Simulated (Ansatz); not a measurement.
# Redistribution: Si(CH3)(SiH3)F2 + Si(SiH3)F3 → Si(CH3)(SiH3)2F + SiF4

Gas-phase species: Si(CH3)(SiH3)F2, singlet; Si(SiH3)F3, singlet; Si(CH3)(SiH3)2F, singlet; SiF4 (silicon tetrafluoride) `F[Si](F)(F)F`, singlet. The partners trade F for SiH3; both sit on Si, so the bond types are kept.

Shapes, held fixed at every level: PBE0-D4/def2-TZVP. Programs: Ansatz 0.2.0. Electronic energies: no zero-point or thermal term.

```json
{"level": "r2SCAN-D4/def2-TZVPP", "kind": "meta-GGA", "ΔE (kJ/mol)": "+3.8", "less CCSD(T)/CBS estimate": "+1.0"}
{"level": "B3LYP-D4/def2-TZVPP", "kind": "global hybrid", "ΔE (kJ/mol)": "+10.2", "less CCSD(T)/CBS estimate": "+7.4"}
{"level": "PBE0-D4/def2-TZVPP", "kind": "global hybrid", "ΔE (kJ/mol)": "+4.6", "less CCSD(T)/CBS estimate": "+1.8"}
{"level": "wB97X-V/def2-TZVPP", "kind": "range-separated hybrid", "ΔE (kJ/mol)": "+10.7", "less CCSD(T)/CBS estimate": "+7.9"}
{"level": "MP2/def2-TZVPP", "kind": "perturbation theory", "ΔE (kJ/mol)": "-0.6", "less CCSD(T)/CBS estimate": "-3.4"}
{"level": "CCSD(T)/def2-TZVPP", "kind": "coupled cluster or CI", "ΔE (kJ/mol)": "+0.5", "less CCSD(T)/CBS estimate": "-2.3"}
{"level": "CCSD(T)/CBS estimate", "kind": "coupled cluster or CI", "ΔE (kJ/mol)": "+2.8", "less CCSD(T)/CBS estimate": "0.0"}
```

The highest level, CCSD(T)/CBS estimate, gives ΔE = +2.8 kJ/mol; the levels span -0.6 to +10.7. That is about zero within the method's error. They disagree on the sign: 6 of 7 are positive. The column of differences is taken from that level and isn't an error. No measured value is set beside it here. The CBS estimate extrapolates MP2 from def2-TZVPP and def2-QZVPP and adds CCSD(T) − MP2 in the triple-zeta set, cores frozen.

The exchange is nearly thermoneutral at the CCSD(T)/CBS estimate, +2.8 kJ/mol, so gathering four fluorines on one silicon brings no clear energetic gain over leaving them spread out. Because the same Si–F, Si–Si and Si–C bonds occur on both sides, their large intrinsic strengths mostly cancel, leaving the interactions between substituents on a shared silicon. SiF4 gains from a strongly positive centre and from fluorine lone-pair donation into neighbouring Si–F antibonding orbitals, but repulsion between the negatively charged fluorines opposes this; the small balance suggests that these contributions largely offset each other.

B3LYP and wB97X-V lie well above the other levels, whereas PBE0 stays close to r2SCAN, so the spread does not simply follow the presence of exact exchange. For the wavefunction methods, the basis-set correction outweighs the change from MP2 to CCSD(T) in the triple-zeta set. Near-thermoneutrality says nothing about how readily the groups exchange, since no barrier was computed.
